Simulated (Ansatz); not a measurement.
## Ligand exchange: Ge(CH3)(NH2)3 + SiH2(CH3)(NH2) → Ge(NH2)4 + SiH2(CH3)2

Species: Ge(CH3)(NH2)3, singlet; SiH2(CH3)(NH2), singlet; Ge(NH2)4, singlet; SiH2(CH3)2 (dimethylsilane), singlet. The partners trade CH3 for NH2: Ge–CH3 and Si–NH2 bonds give way to Ge–NH2 and Si–CH3.

Shapes, held fixed at every level: PBE0-D4/def2-TZVP. Flexible molecules stand in one conformer, not always the lowest. Programs: Ansatz 0.2.0. Electronic energies: no zero-point or thermal term.

```
               level                    kind  ΔE (kJ/mol)  less CCSD(T)/def2-TZVPP
       HF/def2-TZVPP            Hartree–Fock        +17.4                     +0.3
   PBE-D4/def2-TZVPP                     GGA        +16.1                     -1.0
r2SCAN-D4/def2-TZVPP                meta-GGA        +16.0                     -1.1
 B3LYP-D4/def2-TZVPP           global hybrid        +18.4                     +1.3
  PBE0-D4/def2-TZVPP           global hybrid        +16.1                     -1.0
  wB97M-V/def2-TZVPP  range-separated hybrid        +18.0                     +0.9
   B2PLYP/def2-TZVPP           double hybrid        +18.6                     +1.5
  CCSD(T)/def2-TZVPP   coupled cluster or CI        +17.1                      0.0
```

The highest level, CCSD(T)/def2-TZVPP, gives ΔE = +17.1 kJ/mol; the levels span +16.0 to +18.6. The column of differences is taken from that level and isn't an error. No measured value is set beside it here. Relativity is left out for Ge. Outer-core shells of Ge are correlated in most correlated rows, in sets that cover them unevenly.

The exchange is uphill at every level, so in this pair the amino group favours silicon and the methyl group germanium. The main reason is probably bond polarity. Silicon is more electropositive than germanium, whose filled 3d shell screens the nuclear charge poorly, and so it gains more from binding the electronegative nitrogen than from binding carbon. Donation from the nitrogen lone pair into neighbouring σ* orbitals, helped by the shorter Si–N bond, may add to this preference.

Hartree–Fock lies only +0.3 kJ/mol from the coupled-cluster value. This suggests that correlation contributes little on balance, as might be expected when closed-shell molecules trade ligands and the number of bonds to carbon and nitrogen is conserved.

The energy isn't a pure difference between bond strengths, however. Germanium goes from three amino groups to four while silicon loses its only one, so interactions among ligands on the same centre also enter, and this single reaction can't separate them from the intrinsic preference of each element.
